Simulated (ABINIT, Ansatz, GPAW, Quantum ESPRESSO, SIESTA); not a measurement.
# Ti3Se: 6 runs at one level of theory

```
CELL_PARAMETERS angstrom
3.19745 0.00000 0.00000
-1.59872 2.76907 0.00000
0.00000 0.00000 7.94275
ATOMIC_POSITIONS crystal
Se 0.99885 0.00647 0.00364
Ti 0.64870 0.33556 0.49647
Ti 0.33987 0.68278 0.77849
Ti 0.33023 0.67526 0.22373
```

The cell comes from a database or a generator and needn't be the stable form of this composition.

Atoms were shifted at random by some hundredths of an Å from the given cell, which wasn't relaxed again for these runs.

Alike in all runs: task single point; functional PBEsol; k mesh 10 × 10 × 4; occupations fermi-dirac, width 0.05 eV; no spin polarisation; no spin-orbit coupling. A missing gap at this level doesn't show that the real crystal is a metal. Pressure is positive in compression and, in plane waves, holds the error of the finite cutoff, which Ansatz's Pulay term estimates and takes out.

```csv
program and potentials,plane-wave cutoff (eV),notes,band gap (eV),pressure (GPa),largest force (eV/Å),energy over the undisturbed cell (meV/atom)
"Ansatz, Ansatz PAW",420,"potentials made for PBE, which Ansatz adapts in part; 13 valence electrons an atom on average",no gap,-3.85,0.366,5.25
"SIESTA, files PseudoDojo sr-pbesol-0.4.1-standard, DZP (energy shift 0.003 Ry; two zetas on semicore shells)",-,atomic basis; 13 valence electrons an atom on average,no gap,-2.08,0.739,12.19
"Quantum ESPRESSO, GBRV 1.5 PBEsol",612,10.5 valence electrons an atom on average,no gap,-3.85,0.370,5.33
"GPAW, PAW data sets generated for this functional",600,10.5 valence electrons an atom on average,no gap,-4.06,0.391,5.76
"Ansatz, all-electron LAPW, scalar-relativistic",-,-,no gap,-3.85,0.366,-
"ABINIT, JTH PAW PBE v2.0",408,potentials made for PBE; 10.5 valence electrons an atom on average,no gap,-3.50,0.386,5.66
```

Force on atom 3 (Ti), eV/Å:

```
                                                                                      program and potentials       x       y       z
                                                                                          Ansatz, Ansatz PAW  -0.104  -0.147  -0.318
SIESTA, files PseudoDojo sr-pbesol-0.4.1-standard, DZP (energy shift 0.003 Ry; two zetas on semicore shells)  -0.109  -0.156  -0.714
                                                                           Quantum ESPRESSO, GBRV 1.5 PBEsol  -0.104  -0.147  -0.323
                                                           GPAW, PAW data sets generated for this functional  -0.105  -0.148  -0.347
                                                              Ansatz, all-electron LAPW, scalar-relativistic  -0.104  -0.147  -0.318
                                                                                    ABINIT, JTH PAW PBE v2.0  -0.104  -0.148  -0.342
```

None finds a gap. The pressure spans -4.06 (GPAW, PAW data sets generated for this functional) to -2.08 GPa (SIESTA, files PseudoDojo sr-pbesol-0.4.1-standard, DZP (energy shift 0.003 Ry; two zetas on semicore shells)), with all-electron results at -3.85. The pressure on the cell as given of SIESTA, files PseudoDojo sr-pbesol-0.4.1-standard, DZP (energy shift 0.003 Ry; two zetas on semicore shells) lies far from the others; the cause wasn't traced. Rows in atomic bases carry the error of their basis and grid, which can be large.

The functional is the same throughout but for its coding, so the spread measures potentials, basis and numerics; runs on potential files found faulty are left out.

The absence of a gap fits the electron count: selenium can take up only two electrons from three titanium atoms, so many Ti 3d electrons remain in partly filled, metal-metal bonding bands. The negative pressures mean that the cell would tend to contract with this functional, as might be expected if it came from a functional that favours larger volumes, such as PBE.

The average valence counts correspond to Se 3d being either active or frozen. Quantum ESPRESSO, with the smaller count, still matches the all-electron pressure and comes close to its forces, so freezing this shell does little harm here. Nor can a missing Se 3d shell explain the SIESTA outlier, which includes it. On the listed Ti atom, SIESTA's excess force is almost wholly along z, -0.714 against -0.318 eV/Å in the all-electron run, while the in-plane components nearly agree. This suggests a different balance of the interlayer spacings, perhaps from the limited flexibility of the atomic basis, rather than a general error in the bonding.
